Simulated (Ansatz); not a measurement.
Relaxed bulk Sn₂Pt, space group Fm-3m (No. 225):

```
Sn Pt
1.0
     0.00000    3.22759    3.22759
     3.22759    0.00000    3.22759
     3.22759    3.22759    0.00000
Sn Pt
2 1
Direct
  0.25000 0.25000 0.25000
  0.75000 0.75000 0.75000
  0.00000 0.00000 0.00000
```

Miller indices refer to the conventional cell of Fm-3m (No. 225), a = 6.455 Å, b = 6.455 Å, c = 6.455 Å, α = 90.00°, β = 90.00°, γ = 90.00°.

Consider the (110) slab of 5 planes, 9.1 Å thick with 15 Å of vacuum as cut; outer planes Sn2Pt (top) and Sn2Pt (bottom), all atoms relaxed.

These are results of Ansatz, DFT PBEsol, scalar-relativistic, plane waves, PAW, not measurements. Settings: cutoff 420 eV, Γ-centred mesh 8×6×1 on the computed 15-atom cell, Gaussian smearing of 0.10 eV; no spin polarisation. The cell repeats along c with a dipole correction in the vacuum.

Q: Give the surface energy (mean of both faces).

A: 0.74 J/m².

Q: Estimate the work function.

A: 4.51 eV.

Q: The top two planes lie 2.282 Å apart in the bulk. How does relaxation change this?

A: The spacing becomes 2.284 Å (+0.1 %), and the top plane rumples by 0.304 Å.

Slabs this thin can still miss converged surface energies by a few hundredths of a J/m² and work functions by about a tenth of an eV.

Spin-orbit coupling is left out, which matters for the bands of heavy elements.

Worked out: the slab's 15 atoms lie 2.731 eV above the same atoms in the bulk. Shared over two faces of 29.46 Å² this is 46.3 meV/Å², and 1 eV/Å² is 16.02 J/m², which gives 0.74 J/m². The cut crosses 4 bonds a cell (neighbours within 10 % of the shortest distances), so each costs 0.68 eV on this count. The top plane, flat in the bulk, buckles with Sn 0.30 Å above Pt.

The nearly unchanged interplanar spacing hides a clear surface relaxation: Sn and Pt separate in height by 0.304 Å, so the average position of the top plane says little about the individual atoms. Cutting the crystal removes Pt–Sn contacts, and Pt probably sinks relative to Sn to strengthen its remaining bonds through Pt d and Sn p states. The larger Sn atoms, which pay less for lost coordination, are left outermost. The modest surface energy fits this picture, since each plane has the bulk composition and many Pt–Sn contacts lie within it. The 0.68 eV per cut contact is therefore an effective cleavage cost that includes relaxation and electronic redistribution, not the strength of an isolated bond. The work function lies much nearer that of elemental tin than that of platinum, which suggests that the protruding, less electronegative Sn weakens the surface dipole. With only one orientation computed, the results don't establish whether (110) would appear on an equilibrium crystal.
